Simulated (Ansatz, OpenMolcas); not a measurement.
# CH6NPSi (SMILES C1NP[SiH2]1): the vertical energy of the triplet above the singlet, rung by rung

CH6NPSi: 10 atoms, total charge 0, spin state singlet. As SMILES, `C1NP[SiH2]1`. Geometry: relaxed at PBE0-D4/def2-TZVP.

Each level gives the vertical energy of the triplet above the singlet (eV). The values are calculated.

```tsv
level	kind	program	value (eV)	less CCSD(T)/def2-SVP	CPU time (all runs)
revPBE/def2-SVP	GGA	OpenMolcas	4.23	-0.57	3.5 min
M06-L/def2-SVP	meta-GGA	OpenMolcas	4.54	-0.26	5 min
r2SCAN/def2-SVP	meta-GGA	OpenMolcas	4.30	-0.50	4.7 min
M06-2X/def2-SVP	hybrid meta-GGA	OpenMolcas	4.71	-0.09	4.6 min
wB97M-V/def2-SVP	range-separated hybrid	Ansatz	4.84	+0.04	5.4 min
B2PLYP/def2-SVP	double hybrid	Ansatz	4.69	-0.11	32 s
RPA@PBE/def2-SVP	RPA	Ansatz	4.64	-0.16	34 s
CCSD(T)/def2-SVP	coupled cluster or CI	Ansatz	4.80	0.00	1.8 min
```

CCSD(T)/def2-SVP is the highest level here, not the true value. The values span 4.23 to 4.84 eV. CPU times are rough (shared hosts, several kinds of processor and program).

Every level places the triplet more than 4 eV above the singlet at this geometry, as expected for a saturated ring with no π bond and no low-lying π* orbital. The electron to be promoted probably comes from the phosphorus lone pair, mixed with the strained ring σ bonds, and enters a σ* orbital with Si–P or P–N character. Unpairing it therefore costs much of a σ bond without the relief that stretching or ring opening would bring.

The three semilocal functionals give the lowest gaps, though M06-L lies well above the other two. All the methods that include nonlocal exchange fall within 0.16 eV of CCSD(T), possibly because they better balance the change in exchange energy on unpairing. The closeness of wB97M-V to the coupled-cluster value is no proof of greater accuracy, since a small basis without diffuse functions may raise the triplet, particularly if it has some Rydberg character. The vertical gap doesn't show where the relaxed triplet lies, which could be much lower if a ring bond breaks.
